**Q:** I know the formula and the bond length of a zincblende semiconductor, and nothing else. If I stretch every bond by 4 %, can I work out with a pencil how much gap I lose and how hard I have to pull?

**A:** You can get a fair estimate of both, provided that "gap" means the direct gap. These hybrid-functional results are what the estimate has to reproduce. A negative pressure change is a tension, and the shortest distance is the bond length $d$.

Zincblende compounds in cells relaxed with r2SCAN, computed with Ansatz 0.2.0 (HSE06, plane-wave PAW, 420 eV cutoff, no spin polarisation). Changes are strained minus unstrained values for a hydrostatic strain that lengthens every cell edge by 4 %; pressure is positive in compression. Volumes and distances refer to the unstrained cells.

| formula | element on site A | Z A | element on site B | Z B | difference of Pauling electronegativities | volume per atom (Å³) | shortest distance (Å) | k mesh | band gap change (eV) | least direct gap change (eV) | unstrained band gap (eV) | unstrained gap kind | pressure change (GPa) |
| --- | --- | --- | --- | --- | --- | --- | --- | --- | --- | --- | --- | --- | --- |
| AlN | Al | 13 | N | 7 | 1.43 | 10.43 | 1.892 | 8×8×8 | -0.129 | -1.104 | 4.552 | indirect | -19.60 |
| ZnSe | Zn | 30 | Se | 34 | 0.9 | 22.72 | 2.453 | 6×6×6 | -0.517 | -0.517 | 2.422 | direct | -6.20 |
| GaN | Ga | 31 | N | 7 | 1.23 | 11.38 | 1.948 | 6×6×6 | -0.868 | -0.868 | 3.005 | direct | -18.20 |
| GaP | Ga | 31 | P | 15 | 0.38 | 20.24 | 2.360 | 6×6×6 | -0.508 | -1.047 | 2.260 | indirect | -8.30 |
| GaAs | Ga | 31 | As | 33 | 0.37 | 22.74 | 2.454 | 6×6×6 | -0.969 | -0.969 | 1.364 | direct | -6.80 |
| CdTe | Cd | 48 | Te | 52 | 0.41 | 35.29 | 2.841 | 4×4×4 | -0.398 | -0.398 | 1.527 | direct | -3.60 |
| InP | In | 49 | P | 15 | 0.41 | 25.77 | 2.558 | 6×6×6 | -0.730 | -0.730 | 1.357 | direct | -6.20 |

**Q:** The gap losses look irregular. The shortest bonds don't stand apart from the others.

**A:** Look first at GaAs and ZnSe, whose bonds are equal to within 0.001 Å. GaAs loses 0.969 eV of direct gap and ZnSe only 0.517 eV, so something other than bond length nearly halves the loss. The two compounds have the same number of electrons, but ZnSe is the more polar one. The other II–VI compound, CdTe, also loses less than any of the III–V compounds.

**Q:** Why should polarity protect the gap?

**A:** At the zone centre, the Γ point, the lowest conduction state is an antibonding combination of s orbitals on the two kinds of atom. Let $V$ be the coupling between these orbitals and $A$ half the distance between their atomic levels. The antibonding state then lies $\sqrt{A^2+V^2}$ above the mean of the two levels. The coupling scales roughly as $1/d^2$, so a 4 % stretch leaves $1/1.04^2\approx0.92$ of it. With the atomic levels held fixed, the state sinks by about

$$0.08\,\frac{V^2}{\sqrt{A^2+V^2}} .$$

If the atoms are alike, $A$ is small and the state follows $V$ fully. In a polar compound much of its height comes from $A$, which stretching hardly touches. The top of the valence band, a bonding combination of p orbitals, rises for the same reason and closes the gap further. This is standard bonding theory; the calculation gives only the change of the gap, not the share of each edge.

**Q:** Is polarity the whole difference between GaAs and ZnSe?

**A:** Probably not. In the II–VI compounds of zinc and cadmium the filled d shell of the metal lies higher than in the III–V compounds of gallium and indium. In CdTe it is between 9 and 10 eV below the top of the valence band, and it pushes that top upwards. Stretching weakens that push, which works against the closing of the gap. Both effects favour a smaller loss in ZnSe and CdTe. With the usual atomic levels, polarity alone is expected to supply less than half of the difference between GaAs and ZnSe, and these data can't tell whether the d shell supplies the rest.

**Q:** By your formula a short bond, with its large $V$, should lose the most. Why does GaN lose less than GaAs?

**A:** The formula doesn't explain that. Nitrogen's s level is very deep, so $A$ is large in GaN as well, which takes back part of the effect of the short bond. With the usual atomic levels, though, GaN would still be expected to lose more than GaAs. AlN, with the same anion and a slightly shorter bond, does lose more: 1.104 eV, the most in the table. Gallium has a filled d shell and aluminium has none, so the push on the valence band may explain part of the difference between the two nitrides. With such opposing effects, I left bond length out of the gap rule. I tried one alternative, a loss proportional to $1/d^2$ with one constant for each class. Its typical error was 0.18 eV, against 0.12 eV for a plain constant per class (0.228 against 0.154 eV when each row is left out of its own fit), and GaN was its worst row. That speaks against so steep a power only. The loss does fall as the bond lengthens within the two nitrides, within GaP, GaAs and InP, and within the II–VI pair, so a gentler dependence on $d$ is not excluded.

**Q:** Then what is the rule for the gap?

**A:** For a 4 % stretch, take 0.94 eV off the direct gap of a III–V compound and 0.46 eV off that of a II–VI compound. These are the averages of five rows and of two rows, so the second constant rests on thin evidence, and no oxide, sulfide or compound of beryllium or magnesium tests it. The first is likewise untested for boron compounds and antimonides. The rows are also a selection, from which failed runs, among others, were left out, so the averages need not hold for the whole family.

**Q:** And the pull? There the bond length does seem to matter.

**A:** It matters a great deal: from AlN to CdTe the tension falls from 19.6 to 3.6 GPa. Pressure is energy per volume. If the energy of a bond scales like charge squared over distance, it goes as $1/d$, while the volume grows as $d^3$. That suggests

$$\text{tension}\approx\frac{C}{d^4},\qquad C\approx250\ \text{GPa Å}^4 ,$$

where $C$ is the rounded average over all seven rows. When the exponent was left free, the fit gave $4.2\pm0.2$. This supports the scaling but not the Coulomb picture behind it: ZnSe, the more ionic of two compounds with equal bonds, has the smaller tension, 6.20 against 6.80 GPa for GaAs, the opposite of what larger charges would give. Treat the fourth power as empirical.

**Q:** Show me one estimate in full.

**A:** Take GaN, with $d=1.948$ Å. Square the bond length twice and divide:

$$d^2=3.79,\qquad d^4=14.4,\qquad \frac{250}{14.4}=17.4\ \text{GPa}.$$

The calculation gives 18.2 GPa. For the gap you need no arithmetic: GaN is a III–V compound, so the loss is 0.94 eV, against a calculated 0.868 eV.

**Q:** And a soft II–VI compound?

**A:** CdTe has $d=2.841$ Å, so $d^4$ is about 65 and the tension about 3.8 GPa, close to the calculated 3.6 GPa. The gap rule says 0.46 eV where the calculation gives 0.398 eV. Both worked compounds helped to set the constants, so their agreement shows how well the rule summarises the table. It is not a test on new material.

**Q:** How wrong can it be?

**A:** The tension is 11 % too large for ZnSe and within 7 % of the calculated value for the other six. The calculated stresses carry a warning of loose convergence. The tension is also counted from the unstrained cell, which is not quite free of stress under HSE06: ZnSe starts with 1.2 GPa of compression, so its stretched cell is under only 4.9 GPa of tension, against 6.9 GPa by the rule. The offset does not excuse the miss: a cell that starts compressed is stiffer, so counted from zero stress the miss is expected to be larger. The gap rule is coarser. Its worst case is InP, where it takes off 0.21 eV too much, 29 % of the calculated loss. The printed output below gives the comparison row by row.

**Q:** Why InP?

**A:** Compare it with GaP, which has the same anion and a shorter bond. GaP loses 1.047 eV and InP 0.730 eV. A longer bond means a smaller $V$, and with the same anion the higher s level of indium makes $A$ somewhat larger; both reduce the loss. The formula therefore gives the right direction, while a single constant for the class averages the difference away.

**Q:** Could I sharpen the rule with electronegativities?

**A:** Not with the Pauling difference alone. AlN has the largest difference and also the largest loss, against the expected trend. InP and CdTe share the value 0.41, yet their losses differ by almost a factor of two. Part of that may come from the longer bond of CdTe. Besides, $A$ is half the distance between atomic s levels, which the Pauling scale does not measure directly.

**Q:** In a pressure cell I set the pressure, not the strain. Does the rule still help?

**A:** Divide one estimate by the other and you have the gap change per GPa. Among the III–V compounds the gap loss varies by a factor of 1.5, but the tension by a factor of 3.2. Stiffness therefore separates the nitrides from the rest: in the calculation GaN changes by about 48 meV per GPa and GaAs by about 140, and the rule gives 54 and 136. Within each group neither quantity alone sets the order. AlN has a larger tension than GaN but still lies above it, at 56, because it loses more gap. GaP, at 126, loses more gap than GaAs but lies below it, because its tension is larger. InP has the smallest tension among the III–V rows and yet lies below both, because it loses much less gap. For ZnSe the rule gives 67 against a calculated 83. InP is again the weak spot, with 161 meV per GPa by the rule and 118 in the calculation, because there the gap loss is overestimated and the tension underestimated.

**Q:** A pressure cell compresses, though.

**A:** Under compression the direct gap widens, and once it has risen past an indirect gap, the band gap no longer follows it. The crystal also becomes stiffer instead of softer. The constants here are averages over one 4 % stretch. Because a stretched crystal is softer, the values per GPa are probably too large for compression. Treat them as a first guess for small pressures; the table has no compressed cell to check them against.

**Q:** You insisted on the direct gap. What goes wrong otherwise?

**A:** AlN shows it. Its direct gap drops by 1.104 eV, but its band gap by only 0.129 eV, because the lowest conduction state lies at the zone boundary, at X. That state has a different orbital make-up and hardly moves relative to the valence band. By the end of the stretch the direct gap has come down to within 0.02 eV of the indirect one, so AlN is on the verge of becoming direct.

**Q:** GaP is listed as indirect too, yet its band gap drops by half an electronvolt.

**A:** It changes over to a direct gap on the way. Before the stretch its direct gap is 2.80 eV, well above the band gap of 2.26 eV; afterwards the lowest conduction state lies at Γ, and both gaps are 1.75 eV. The band gap change therefore joins two different transitions, and no single constant describes that. For an indirect material, apply the rule to the direct gap and compare the result with the indirect gap, which shifts too, though in AlN by only 0.129 eV. The smaller of the two is the band gap.

**Q:** I grow strained layers for light emitters. What can I take from this?

**A:** You can take the part of the gap shift that comes from the change in volume. The III–V constant corresponds to about 8 eV per unit of relative volume change, so a layer whose volume grows by 1 % should have a direct gap narrower by roughly 0.08 eV, which shifts its emission to longer wavelength. This figure carries the miss of the gap rule, up to 29 % for InP. A layer held by its substrate is also distorted in shape, which splits the top of the valence band, and you have to add that separately. Start from a measured gap, too: the calculation leaves out spin–orbit coupling, which matters for the gap itself, most of all in CdTe, but should largely cancel in the change.

The analysis program printed:

```
fit of dg on 7 rows: coefficient of iii -0.9436 +/- 0.062, coefficient of ii -0.4575 +/- 0.098; rms 0.117, worst InP -0.214, leave-one-out rms 0.154
fit of dg on 7 rows: coefficient of iii/d**2 -4.325 +/- 0.44, coefficient of ii/d**2 -3.147 +/- 1; rms 0.18, worst GaN -0.272, leave-one-out rms 0.228
fit of lnp on 7 rows: constant 5.661 +/- 0.15, coefficient of lnd -4.172 +/- 0.17; rms 0.0514, worst ZnSe 0.093, leave-one-out rms 0.066
geometric mean of tension times d^4 (GPa A^4): 248.4
pencil rule against the calculation:
   row  gap rule eV  rule less value eV  pressure rule GPa  pressure miss %  gap change per GPa meV  same by rule meV
   AlN        -0.94               0.164             -19.51          -0.4596                   56.33             48.18
  ZnSe        -0.46               0.057             -6.905            11.37                   83.39             66.62
   GaN        -0.94              -0.072             -17.36           -4.608                   47.69             54.14
   GaP        -0.94               0.107             -8.059           -2.901                   126.1             116.6
  GaAs        -0.94               0.029             -6.894            1.375                   142.5             136.4
  CdTe        -0.46              -0.062             -3.838            6.599                   110.6             119.9
   InP        -0.94               -0.21             -5.839           -5.823                   117.7               161
rms miss of the gap rule (eV): 0.1168
largest relative miss of the gap rule (%): 28.77
III-V gap rule per unit of ln volume (eV): -7.989
II-VI gap rule per unit of ln volume (eV): -3.909
gap loss of ZnSe over that of GaAs: 0.5335
largest over smallest gap loss in III-V rows: 1.512
largest over smallest tension in III-V rows: 3.161
rank correlation of gap loss with electronegativity difference: 0.1071
AlN direct less indirect gap before strain (eV): 0.9949
AlN direct less indirect gap after strain (eV): 0.01904
GaP least possible unstrained direct gap (eV): 2.799
```
